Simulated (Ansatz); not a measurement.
**From C to Sn: the dipole moment**

One atom is swapped for its congeners: C2H6O2 `COCO`; CH6GeO2 `C[O][GeH2][OH]`; CH6O2Sn `C[O][SnH2][OH]`. The Si member is missing. All are singlets with charge 0.

Shapes, held fixed at every level: PBE0-D4/def2-TZVP. Flexible molecules stand in one conformer, not always the lowest. Programs: Ansatz 0.2.0. Values in D.

```tsv
level	C2H6O2	CH6GeO2	CH6O2Sn
PBE-D4/def2-TZVPP	0.36	1.76	1.75
r2SCAN-D4/def2-TZVPP	0.35	1.85	1.84
B3LYP-D4/def2-TZVPP	0.33	1.93	1.93
wB97M-V/def2-TZVPP	0.33	1.94	1.96
```

At wB97M-V/def2-TZVPP the dipole moment rises at every step, from 0.33 to 1.96 D. 2 of 4 levels show this order throughout; 2 agree on the largest and the smallest. For atoms past krypton def2 sets carry core potentials with scalar relativity. Relativity is left out for Ge unless named. Magnitudes only: a dipole under 1 D may point either way.

The robust result is the jump from carbon to germanium, which every level reproduces. Between germanium and tin the dipole is essentially flat: the difference is tiny, changes sign with the functional and is smaller than the spread between methods, so the steady rise seen at wB97M-V should not be read as a group trend.

Germanium and tin are both more electropositive than carbon, so their bonds to oxygen are more polar and their hydrogens carry hydridic rather than slightly positive charge. Their similar electronegativities fit the plateau. Bond polarity alone need not produce a large molecular moment, however, because the total is a vector sum. In the carbon compound, an O–C–O acetal unit, the small value suggests that the two oxygen-centred dipoles largely cancel, as in the gauche arrangements favoured by the anomeric effect. The jump therefore probably mixes stronger charge separation with less complete cancellation, and the total moments cannot apportion it between the two.
